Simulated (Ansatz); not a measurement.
# C: pressure against volume scale

All results are calculated (Ansatz 0.2.0). Free energy against uniform scaling of the volume at fixed shape and fractions; periodic cell, basis, potentials, k mesh and filling as listed.

The cell before it is scaled or strained (space group P6_3/mmc, No. 194):
```
CELL_PARAMETERS angstrom
2.52210 0.00000 0.00000
-1.26100 2.18420 0.00000
0.00000 0.00000 4.11860
ATOMIC_POSITIONS crystal
C 0.33333 0.66667 0.06250
C 0.66667 0.33333 0.56250
C 0.33333 0.66667 0.43750
C 0.66667 0.33333 0.93750
```

Settings of every row: functional PBE; dispersion none; potentials PAW; wave cutoff 550 eV; density cutoff 2200 eV; k mesh 10x10x6; k shift 0x0x0; occupations cold; smearing width 0.1 eV; spin none.

| row | volume scale | V (Å³/atom) | pressure (GPa) | energy above lowest point (meV/atom) |
| --- | --- | --- | --- | --- |
| 1 | 0.92 | 5.218 | 46.47 | 66.5 |
| 2 | 0.9467 | 5.37 | 30.2 | 30.5 |
| 3 | 0.9733 | 5.521 | 15.85 | 8.9 |
| 4 | 1 | 5.672 | ? | ? |
| 5 | 1.0267 | 5.824 | -7.99 | 2.4 |
| 6 | 1.0533 | 5.974 | -17.86 | 14.7 |
| 7 | 1.08 | 6.126 | -26.57 | 35.7 |

Question: what pressure should row 4 give?

Worked fit of pressure. Take u = (V_r/V)^(2/3) − 1 with V_r = 5.6725 Å³ an atom, which is twice the finite (Eulerian) strain; such expansions in the strain, on which the Birch-Murnaghan equation of state is built, carry the rest volume and the bulk modulus. The shown rows have u = 0.05726, 0.03721, 0.01821, -0.01742, -0.03394, -0.04998. Least squares give pressure = 3.184 + 670.14 × u + 1497.3 × u² GPa; a straight line predicts inner rows, each left out in turn, worse (root mean square 1.6 against 0.051 GPa). The rows lie off it by 0.00, 0.01, -0.03, 0.05, -0.02, 0.00 (root mean square 0.025 GPa). The pressure vanishes at u = -0.0048, or V = 5.714 Å³ an atom, and there the bulk modulus at fixed shape and fractions is B = −V dP/dV = (2/3)(1 + u) dP/du = 435 GPa. Letting shape and atoms relax would as a rule lower it, by much in layered, chain or molecular crystals. The withheld row has u = 6e-05, so the fit gives 3.184 + 670.14 × (6e-05) + 1497.3 × (6e-05)² = 3.22 GPa.

The calculation gave 3.18 GPa. The fit lies 0.04 GPa (1.3 % of the value, 0.055 % of the column's range) above it; its largest miss of a shown row is 0.05 GPa.

The other values of row 4: energy above lowest point 0 meV/atom.
